# Dislocation shielding and the Rice–Thomson balance, read backwards from crack-tip data for W and Mo

**1. Conventions.** The crack is semi-infinite and atomically sharp, and lies along the negative real axis of $z$. Elasticity is linear and isotropic, with shear modulus $\mu$ and Poisson ratio $\nu$. $K$ is the applied intensity and $k$ the local one at the tip. Dislocations are straight and parallel to the front, forces are per unit length and positive away from the tip, and thermal activation is ignored. Since $1\ \mathrm{GPa\,nm} = 1\ \mathrm{N/m} = 1\ \mathrm{J/m^2}$, the arithmetic is easiest with $1\ \mathrm{MPa\,m^{1/2}} = 31.62\ \mathrm{GPa\,nm^{1/2}}$. The product $\mu b$ is written $P$.

**2. The data.** The values below are made for the exercise and rounded as a static atomistic calculation with $K$-field boundaries would report them. Intensities are in $\mathrm{MPa\,m^{1/2}}$, and the uncertainties are independent standard deviations.

Crack A has plane $(1\bar10)$ and front $[111]$ and is loaded in mode III. A screw dislocation $\tfrac12[111]$ glides on the crack plane. $K_m(x)$ is the load at which a screw placed at distance $x$ starts to move outwards, and $K_e$ is the load at which a clean tip emits one.

Crack B has plane $(001)$ and front $[010]$. $K_G$ is the mode I load at which advance by one lattice period leaves the energy unchanged. The pairs $(K_I, K_{III})$ are mixed loads at which a $\tfrac12\langle111\rangle$ dislocation leaves the tip on $(10\bar1)$.

| quantity | W | Mo | uncertainty |
|---|---|---|---|
| $K_m(1.5\ \mathrm{nm})$ | 0.406 | 0.317 | 0.004 |
| $K_m(4.0\ \mathrm{nm})$ | 0.425 | 0.331 | 0.004 |
| $K_m(12.0\ \mathrm{nm})$ | 0.577 | 0.437 | 0.004 |
| $K_e$ | 0.74 | 0.62 | 0.01 |
| $K_G$ | 1.90 | 1.55 | 0.02 |
| first pair | (0.80, 1.31) | (0.70, 1.11) | 0.01 each |
| second pair | (1.20, 1.09) | (1.00, 0.94) | 0.01 each |

Typical values serve as given inputs: $b = 0.274$ nm and $\nu = 0.28$ for W, $b = 0.272$ nm and $\nu = 0.30$ for Mo. Sought are $\mu$, the friction stress $\tau_f$ of the screw, the core distance $r_0$, the surface energy $\gamma$, the ledge energy $\gamma_l$, and the order of emission and cleavage in pure mode I.

**3. Where the shielding formula comes from.** In antiplane strain $\Omega(z) = \sigma_{yz} + i\sigma_{xz}$ is analytic, where $y$ is normal to the crack plane and the stress index $z$ runs along the front. An isolated screw at $x$ has $\Omega = P/[2\pi(z-x)]$. Free faces require $\mathrm{Re}\,\Omega = 0$ on the negative axis, so $\sqrt z\,\Omega$ is real on both faces. With the dislocation on the crack plane, $\Omega(\bar z) = \overline{\Omega(z)}$, so $\sqrt z\,\Omega$ is also continuous across the cut. It is then meromorphic with one pole, bounded at the tip and constant far away:

$$\Omega(z) = \frac{1}{\sqrt z}\left[\frac{K}{\sqrt{2\pi}} + \frac{P\sqrt x}{2\pi\,(z-x)}\right].$$

The limit $z\to0$ gives $k = K - P/\sqrt{2\pi x}$. The sign belongs to the dislocation that the load pushes away. The opposite Burgers vector raises $k$ and is pulled in by load and image alike.

**4. Why the image force carries half the shielding.** The force is $b$ times the part of $\sigma_{yz}$ that stays regular at $z = x$. Subtracting the isolated pole and using $(\sqrt{x/z}-1)/(z-x) \to -1/(2x)$ gives

$$f = \frac{Kb}{\sqrt{2\pi x}} - \frac{Pb}{4\pi x} = \frac{b\,(K+k)}{2\sqrt{2\pi x}}.$$

The dislocation feels the mean of the applied and the local intensity. Multiplying by $K - k = P/\sqrt{2\pi x}$ shows $K^2/2\mu = k^2/2\mu + f$: the energy release rate seen from afar is shared between tip and dislocation. Setting $f(r_0) = 0$ gives the familiar $K_e = P/\sqrt{8\pi r_0}$. At that load, with the dislocation at $r_0$, $k = -K_e$. A reversed singular field inside a core radius has no physical meaning, an early sign that $r_0$ is a cutoff parameter and no atomic position.

**5. The term that cold W and Mo add.** A screw in a bcc metal moves only when $f$ reaches $\tau_f b$. With $s = \sqrt{2\pi x}$ the moving load is

$$K_m = \tau_f\, s + \frac{P}{2s}.$$

It has a minimum $\sqrt{2\tau_f P}$ at $x^* = P/(4\pi\tau_f)$. Inside $x^*$ the image term is the larger, outside it the friction term. The model treats $\tau_f$ as uniform down to $r_0$, which is a convention, since the tip distorts the Peierls valleys next to it.

**6. First inversion: $\tau_f$ and $P$.** $K_m$ is linear in both unknowns. Two distances fix them uniquely, because the determinant $(s_1^2 - s_2^2)/(2s_1s_2)$ vanishes only for equal distances. One distance fixes only a line in the $(\tau_f, P)$ plane. The three distances have $s = 3.070,\ 5.013,\ 8.683\ \mathrm{nm^{1/2}}$, and the least-squares normal matrix has elements $\sum s^2 = 109.96$, $\sum \tfrac12 = 1.5$ and $\sum 1/(4s^2) = 0.039789$, with determinant 2.125. The right-hand sides $\sum K_m s$ and $\sum K_m/(2s)$, with $K_m$ as tabulated, are 8.387 and 0.14174 for W, 6.427 and 0.10980 for Mo. Solving and multiplying by 31.62 gives

- W: $\tau_f = 1.80$ GPa, $P = 44.7$ N/m;
- Mo: $\tau_f = 1.35$ GPa, $P = 36.2$ N/m.

The largest residual is 0.002 in each metal. The inverse normal matrix times the data variance yields $\pm0.017$ GPa on $\tau_f$ and $\pm0.91$ N/m on $P$, with correlation $-0.72$, the same for both metals. The far point pins $\tau_f$, while $P$ rests on the near point, where linear elasticity is least safe. The position of the tip is itself vague on the atomic scale: adding 0.1 nm to all three distances moves the W values to 1.79 GPa and 45.1 N/m, within one standard deviation.

The data contain $\mu$ only through $\mu b$. The given $b$ turns $P$ into $\mu = 163 \pm 3$ GPa for W and $133 \pm 3$ GPa for Mo. The minima of $K_m$ lie at $x^* = 2.0$ and 2.1 nm, with heights 0.40 and 0.31 $\mathrm{MPa\,m^{1/2}}$.

**7. Second inversion: $r_0$, and a second root that is also physical.** Emission requires $K_m(r_0) = K_e$, that is $\tau_f s^2 - K_e s + P/2 = 0$, so

$$s_\pm = \frac{K_e \pm D}{2\tau_f}, \qquad D = \sqrt{K_e^2 - 2\tau_f P}.$$

For W, $K_e = 23.40$ and $D = 19.66\ \mathrm{GPa\,nm^{1/2}}$ give $s_- = 1.038\ \mathrm{nm^{1/2}}$. For Mo, 19.61 and 16.93 give 0.991. The two distances $s_\pm^2/2\pi$ are 0.171 and 22.8 nm for W, 0.156 and 29.1 nm for Mo, and their product is $x^{*2}$. The equation cannot choose between them, but the dynamics does. At the inner root $K_m$ falls with distance, so a dislocation that passes it runs away. At the outer root $K_m$ rises, so it stops there. The inner root is $r_0$, equal to $0.62\,b$ and $0.57\,b$, and the outer root is the first arrest position.

The frictionless formula $r_0 = P^2/(8\pi K_e^2)$ would return 0.145 and 0.136 nm. Friction supplies only 8 % and 7 % of $K_e$, but $r_0$ goes roughly as the inverse square of the remainder, and leaving friction out lowers it by 15 % and 13 %.

Differentiating $K_m(r_0) = K_e$, with $\partial K_m/\partial s = -D/s$ at the inner root, gives

$$\frac{\delta r_0}{r_0} = -\frac{2}{D}\left(\delta K_e - s_-\,\delta\tau_f - \frac{\delta P}{2s_-}\right).$$

With the correlation of comment 6 this is 5.4 % for W and 6.5 % for Mo, so $r_0 = 0.171 \pm 0.009$ nm and $0.156 \pm 0.010$ nm. The largest share comes from $P$ and the next from $K_e$. These bars describe the fit only: $r_0$ is hardly larger than the 0.1 nm ambiguity of the tip position.

**8. A prediction that the inversion did not use.** When the load rises beyond $K_e$, the first dislocation follows the outer root, where $f = \tau_f b$. For $x \gg r_0$ its field near the tip is pure shielding, so the second screw leaves when $k = K_e$. The energy balance of comment 4 then gives the load without any root finding:

$$K_2 = \sqrt{K_e^2 + 2\tau_f P}.$$

This is 0.84 for W and 0.69 $\mathrm{MPa\,m^{1/2}}$ for Mo, with the first dislocation at 31 and 38 nm. A calculation of $K_2$ in a cell much larger than these distances would test the product $\tau_f P$ independently of the placed-dislocation runs.

**9. What $r_0$ stands for.** In the Peierls-type analysis of Rice (1992) the slip spreads from the tip along the crack plane, and the energy release rate at instability equals the unstable stacking energy, $K^2/2\mu = \gamma_{us}$ in mode III. Equating this load with $P/\sqrt{8\pi r_0}$ gives $r_0 = Pb/(16\pi\gamma_{us})$. The fitted distances correspond to $\gamma_{us} \approx 1.4$ and $1.3\ \mathrm{J/m^2}$. A small $r_0/b$ thus encodes a high barrier to slip.

**10. The force on an inclined plane.** Let the slip plane contain the front and make the angle $\theta$ with the plane ahead of the crack. Let $\phi$ be the angle between the Burgers vector and the normal to the front within the slip plane, so that $b\cos\phi$ is the edge part. The tip fields resolve to $\sigma_{r\theta} = K_I \sin(\theta/2)\cos^2(\theta/2)/\sqrt{2\pi r}$ and $\sigma_{\theta z} = K_{III}\cos(\theta/2)/\sqrt{2\pi r}$, so the driving force is $bQ/\sqrt{2\pi r}$ with

$$Q = g_I K_I + g_{III}K_{III}, \quad g_I = \cos\phi\,\sin\tfrac\theta2\cos^2\tfrac\theta2, \quad g_{III} = \sin\phi\cos\tfrac\theta2 .$$

The image force needs no new field. The self-energy of a dislocation at distance $r$ from a semi-infinite crack converges far away and can depend on $r$ only through $r/r_c$, with $r_c$ a small inner cutoff. Its dependence on $r_c$ is that of the isolated dislocation, so it equals $(PbA/4\pi)\ln(r/r_c)$ plus a function of angle, with $A = \cos^2\phi/(1-\nu) + \sin^2\phi$. The radial image force is $-PbA/(4\pi r)$ for every $\theta$, and $A = 1$ recovers comment 4.

The edge part exposes a strip of width $b\cos\phi$. Its energy is switched on here as $\gamma_l\, b\cos\phi\,(2/\pi)\arctan(r/w)$, and the convention is $w = r_0$. The ledge force times $r$ is then largest at $r_0$, so in the absence of friction a dislocation that clears $r_0$ clears every larger distance. Another width, or a further geometric factor on the strip, rescales $\gamma_l$, which is therefore an effective quantity. With $s_0 = \sqrt{2\pi r_0}$ and a friction stress $\tau_m$ for this dislocation, emission occurs at

$$Q\,s_0 = \tfrac12 PA + 2\gamma_l\cos\phi + \tau_m s_0^2 .$$

**11. Where 7.5 to 10 sits.** In plane strain the Griffith load obeys $(1-\nu)K_G^2/2\mu = 2\gamma$. Put $K_I = K_G$, $K_{III} = 0$, $\tau_m = 0$, and define $\eta = \mu b/\gamma$, $\rho = r_0/b$, $\lambda = \gamma_l/\gamma$. Emission comes first if

$$\frac{A}{4\pi}\,\eta - 2g_I\sqrt{\frac{\rho}{2\pi(1-\nu)}}\,\sqrt\eta + \frac{\lambda\cos\phi}{\pi} < 0 .$$

This is a quadratic in $\sqrt\eta$, and the ductile range is a window between two roots. The upper root is the threshold $\eta_c$. The lower root exists because at very small $\eta$ the Griffith load of a soft crystal cannot pay for the ledge. The window is open only if $\rho \ge (1-\nu)A\lambda\cos\phi/(2\pi g_I^2)$. Without a ledge, $\eta_c = 32\pi g_I^2\rho/[(1-\nu)A^2]$.

For a pure edge on the best plane, $\theta = 70.5^\circ$ and $g_I^2 = 4/27$, with $\nu = 0.3$, the ledge-free threshold is $10.4\,\rho$. Rice and Thomson (1974) summarised their survey of crystals by saying that wide cores and $\eta$ below about 7.5 to 10 go with ductility. In the present convention and best geometry, that band translates to $\rho = 0.72$ to 0.96 for $\lambda = 0$ and to $\rho = 1.36$ to 1.57 for $\lambda = 1$. The band is a rule of thumb over $\rho$, $\lambda$ and crystallography, and the core clause is half of the statement.

**12. Third inversion: $\gamma$ and $\eta$.** From $\gamma = (1-\nu)K_G^2/4\mu$, W has $3.99 \pm 0.12$ and Mo $3.16 \pm 0.11\ \mathrm{J/m^2}$, so $\eta = 11.2$ and 11.5. Because $\gamma$ was obtained by dividing by $\mu$, $\eta = 4P^2/[(1-\nu)\,b\,K_G^2]$, and the relative uncertainty of $P$ enters twice over. The totals are 4.6 % and 5.7 %. The energy-neutral load is the right input here, since the load at which bonds actually break lies higher through lattice trapping and would inflate $\gamma$.

Anisotropy matters for one of the two metals. Typical shear constants $C_{44}$ and $(C_{11}-C_{12})/2$ are both about 160 GPa in W, but about 110 and 150 GPa in Mo. The Mo modulus of comment 6 is an effective one for the screw on crack A. Replacing it in the Griffith relation by the two extremes, as a crude bracket, gives $\gamma$ from 2.8 to 3.8 $\mathrm{J/m^2}$ and $\eta$ from 9.5 to 12.9. That spread exceeds the statistical one, and for Mo the bare number $\eta$ does not clear the band.

**13. Fourth inversion: the mode I emission load.** For crack B the slip plane contains $[010]$ and $[101]$, so $\theta = 45^\circ$ and $\cos\phi = \sqrt{2/3}$. Then $g_I = 0.2667$, $g_{III} = 0.5334$, and the ratio $g_{III}/g_I = 2\tan\phi/\sin\theta$ is exactly 2. Each mixed pair extrapolates to pure mode I as $K_{Ie} = K_I + 2K_{III}$. W gives 3.42 and 3.38, Mo 2.92 and 2.88. The differences of 0.04 are to be read against a standard deviation of 0.03, and the means are 3.40 and 2.90, each $\pm0.016\ \mathrm{MPa\,m^{1/2}}$. The mixed loading is what makes emission visible at all. The mode I load of equal energy release rate, $\sqrt{K_I^2 + K_{III}^2/(1-\nu)}$, is 1.74 and 1.76 for W and 1.50 at both points for Mo, below $K_G$ in every case.

The ratios $K_{Ie}/K_G$ are $1.79 \pm 0.02$ and $1.87 \pm 0.03$. On this crack both metals reach the Griffith load long before straight-line emission. The verdict needs none of $P$, $r_0$, $\gamma_l$ or $\tau_m$. It rests on the linear form of $Q$, which ignores any softening of slip by the opening stress and, for Mo, the change of $g_I$ and $g_{III}$ by anisotropy. To reverse it, such effects would have to lower $K_{Ie}$ by 44 % in W and 47 % in Mo.

**14. What the data cannot separate.** The critical values are $Q = 0.907$ and $0.773\ \mathrm{MPa\,m^{1/2}}$, with $A = 1.259$ and 1.286. Every mixed pair measures this same number, so further pairs tighten $Q$ and leave one equation for three unknowns:

$$\gamma_l = \frac{Q s_0 - PA/2 - \tau_m s_0^2}{2\cos\phi}.$$

With $\tau_m = 0$, the bounds $0 \le \gamma_l \le \gamma$ confine the core distance of the mixed dislocation to 0.153–0.232 nm in W and 0.144–0.215 nm in Mo. To go further, $r_0$ has to be borrowed from crack A, and two rules compete. One keeps the screw value. The other keeps $\gamma_{us}$, since both dislocations shear a $\{110\}$ plane along $\langle111\rangle$. For coplanar slip constrained along $\mathbf b$, the resolved intensity is $Q = K_{II}\cos\phi + K_{III}\sin\phi$, and slip shields modes II and III by $t\cos\phi/(1-\nu)$ and $t\sin\phi$ for some amplitude $t$. Cancelling $Q$ requires $t = Q/A$ and releases $Q^2/(2\mu A)$. Setting this to $\gamma_{us}$ and $Q$ to $PA/\sqrt{8\pi r}$ gives $r = A r_0$, which is 0.215 nm for W and 0.201 nm for Mo. On an inclined plane this rule is only approximate. The friction $\tau_m$ is unknown and is bracketed by zero and the screw value.

| $\gamma_l$ in $\mathrm{J/m^2}$ | W, $\tau_m = 0$ | W, $\tau_m = \tau_f$ | Mo, $\tau_m = 0$ | Mo, $\tau_m = \tau_f$ |
|---|---|---|---|---|
| core distance $r_0$ | 1.0 | $-0.2$ | 0.6 | $-0.2$ |
| core distance $A r_0$ | 3.2 | 1.7 | 2.6 | 1.5 |

The scatter has a plain cause. In W with the screw $r_0$ the image term alone is 0.858 of the total $0.907\ \mathrm{MPa\,m^{1/2}}$, so $\gamma_l$ is a small difference. Full screw friction contributes $0.059\ \mathrm{MPa\,m^{1/2}}$, as much as a ledge of $1.2\ \mathrm{J/m^2}$, so it rivals the effect sought. The statistical uncertainty of the first W entry is about $\pm0.3\ \mathrm{J/m^2}$. It comes almost wholly from $K_e$, because a change in $P$ shifts $Qs_0$ and $PA/2$ in the same direction and largely cancels. The negative entries are therefore compatible with zero. The ledge energy is known only to lie between zero and a value approaching $\gamma$. Placed-dislocation runs on $(10\bar1)$, analysed as in comment 6, would fix $\tau_m$. Splitting $r_0$ from $\gamma_l$ needs a geometry in which the same dislocation leaves a different ledge.

**15. The threshold that applies to this crack.** The degeneracy still permits a bound on $\eta_c$ for $\tau_m = 0$. Let $\mathcal R = K_{Ie}/K_G$ and let $y = 4\lambda\cos\phi/(A\eta)$ be the ratio of ledge to image force. Eliminating $\rho$ through the emission datum turns the upper root of comment 11, at fixed $\rho$ and $\lambda$, into

$$\sqrt{\frac{\eta_c}{\eta}} = \frac{1 + y + \sqrt{(1+y)^2 - 4\mathcal R^2 y}}{2\mathcal R}.$$

For $\mathcal R > 1$ this falls from $1/\mathcal R$ at $y = 0$ until the window shuts at $y = (\mathcal R - \sqrt{\mathcal R^2 - 1})^2$, which for W means $\lambda = 0.40$. It would reopen only at the reciprocal value of $y$, far beyond $\lambda = 1$. Hence $\eta_c \le \eta/\mathcal R^2$, which is 3.5 for W and 3.3 for Mo. The inferred $\eta$ lies barely above the quoted band but more than three times above the threshold for this core and this slip geometry. Two factors produce the gap: $\rho$ is below one, and $g_I^2$ on the $45^\circ$ plane with a mixed Burgers vector is 0.48 of its best value.